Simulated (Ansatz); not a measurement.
A series in volume scale on Bi

Free energy against uniform scaling of the volume at fixed shape and fractions; periodic cell, basis, potentials, k mesh and filling as listed. The results are calculated, by Ansatz 0.2.0.

The cell before it is scaled or strained (space group Im-3m, No. 229):
```
CELL_PARAMETERS angstrom
-1.98140 1.98140 1.98140
1.98140 -1.98140 1.98140
1.98140 1.98140 -1.98140
ATOMIC_POSITIONS crystal
Bi 0.00000 0.00000 0.00000
```

Settings of every row: functional LDA; dispersion none; potentials PAW; wave cutoff 500 eV; density cutoff 2000 eV; k mesh 10x10x10; k shift 0x0x0; occupations cold; smearing width 0.15 eV; spin none; SCF threshold exponent -7.

Limits: coarse k mesh, up to 40 meV an atom off; no spin-orbit coupling, which can matter with elements this heavy; the cell comes from a prototype or a list of computed structures and needn't be the stable phase.

| row | volume scale | V (Å³/atom) | energy above lowest point (meV/atom) |
| --- | --- | --- | --- |
| 1 | 0.94 | 29.249 | 0 |
| 2 | 0.96 | 29.871 | 1.1 |
| 3 | 0.98 | 30.493 | ? |
| 4 | 1 | 31.115 | 17.6 |
| 5 | 1.02 | 31.738 | 31.9 |
| 6 | 1.04 | 32.36 | 49.7 |
| 7 | 1.06 | 32.982 | 70.5 |

Question: what energy above lowest point should row 3 give?

Worked fit of energy above lowest point. Take u = (V_r/V)^(2/3) − 1 with V_r = 31.426 Å³ an atom, which is twice the finite (Eulerian) strain; such expansions in the strain, on which the Birch-Murnaghan equation of state is built, carry the rest volume and the bulk modulus. The shown rows have u = 0.04902, 0.03441, 0.00665, -0.00656, -0.01934, -0.0317. Least squares give energy above lowest point = 24.28 − 1086.2 × u + 11855 × u² + 4011 × u³ meV/atom; a parabola predicts inner rows, each left out in turn, worse (root mean square 0.081 against 0.026 meV/atom). All shown rows lie on it to the printed digit. Its lowest point lies at u = 0.0448, or V = 29.43 Å³ an atom, and the curvature there gives the bulk modulus at fixed shape and fractions, B = (4/9)(1 + u)² E″(u)/V = 65.5 GPa. The withheld row has u = 0.0203, so the fit gives 24.28 − 1086.2 × (0.0203) + 11855 × (0.0203)² + 4011 × (0.0203)³ = 7.1 meV/atom.

The calculation gave 7.1 meV/atom. The fit meets it to the printed digit.
